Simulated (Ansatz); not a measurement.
# SnH2Cl (SMILES [Cl][SnH2]): the energy, rung by rung

SnH2Cl has 4 atoms, charge 0, and is taken as a doublet. SMILES: `[Cl][SnH2]`. The coordinates come from a PBE0-D4/def2-TZVP relaxation.

```xyz
4

Cl   -1.8826    0.3984   -0.5850
Sn    0.3800   -0.1796   -0.3971
H     0.4125   -1.5000    0.7096
H     1.1455    1.2210    0.2521
```

Quantity: the energy change with the Cl1–Sn2 bond stretched from 2.343 to 5.857 Å, in eV. The values are calculated.

```csv
level,kind,program,value (eV),less FCI/STO-3G,CPU time (all runs)
UHF/STO-3G,Hartree–Fock,Ansatz,4.26,-0.13,5.1 s
USVWN5/STO-3G,LDA,Ansatz,4.75,+0.36,12 s
U-revPBE/STO-3G,GGA,Ansatz,4.22,-0.17,40 s
UBLYP/STO-3G,GGA,Ansatz,4.13,-0.26,60 s
UPBE/STO-3G,GGA,Ansatz,4.37,-0.02,44 s
UPBE0/STO-3G,global hybrid,Ansatz,4.66,+0.27,27 s
UCAM-B3LYP/STO-3G,range-separated hybrid,Ansatz,4.77,+0.38,45 s
UMP2/STO-3G,perturbation theory,Ansatz,4.41,+0.02,7.9 s
UBCCD(T)/STO-3G,coupled cluster or CI,Ansatz,4.39,0.00,9.3 s
FCI/STO-3G,exact in the basis,Ansatz,4.39,0.00,21 s
```

FCI/STO-3G is exact within its basis and frozen core, so for wave-function methods in that basis the difference is their error; functionals converge differently with the basis, so for them it is only a difference. All-electron rows without a relativistic Hamiltonian named are non-relativistic. The first shape isn't each level's own minimum. The values span 4.13 to 4.77 eV. Spin contamination of the reference (⟨S²⟩ at least 0.1 too high) touches UHF/STO-3G, U-revPBE/STO-3G, UPBE/STO-3G, UPBE0/STO-3G, UCAM-B3LYP/STO-3G, UMP2/STO-3G, UBCCD(T)/STO-3G. All rows use very small basis sets, so even the best lies far from the true value. In the correlated wave-function rows the outer d shell of Sn is correlated, in sets not made for it. Times are those of the runs behind each value, whatever else they computed, on shared processors of several kinds: orders of magnitude only.

Breaking the Sn–Cl bond costs 4.39 eV at the FCI level, and Hartree–Fock already recovers most of this. Such a modest correlation contribution is unusual for the loss of a polar covalent bond, and probably reflects the radical's electron count. As chlorine leaves with one bonding electron, the other can pair with the unpaired electron on tin, forming the 5s-rich lone pair of singlet stannylene. One electron pair is then exchanged for another instead of being lost, which would also explain why perturbation theory stays close to FCI and coupled cluster matches it to the printed precision.

Among the functionals, LDA lies above all three GGAs, in line with its usual overbinding. Both hybrids also lie above the GGAs, possibly because exact exchange removes spurious charge sharing between the separated fragments. The spread among the GGAs shows that the choice of semilocal functional matters too. Two points on the curve cannot show whether recombination of chlorine with stannylene is barrierless.
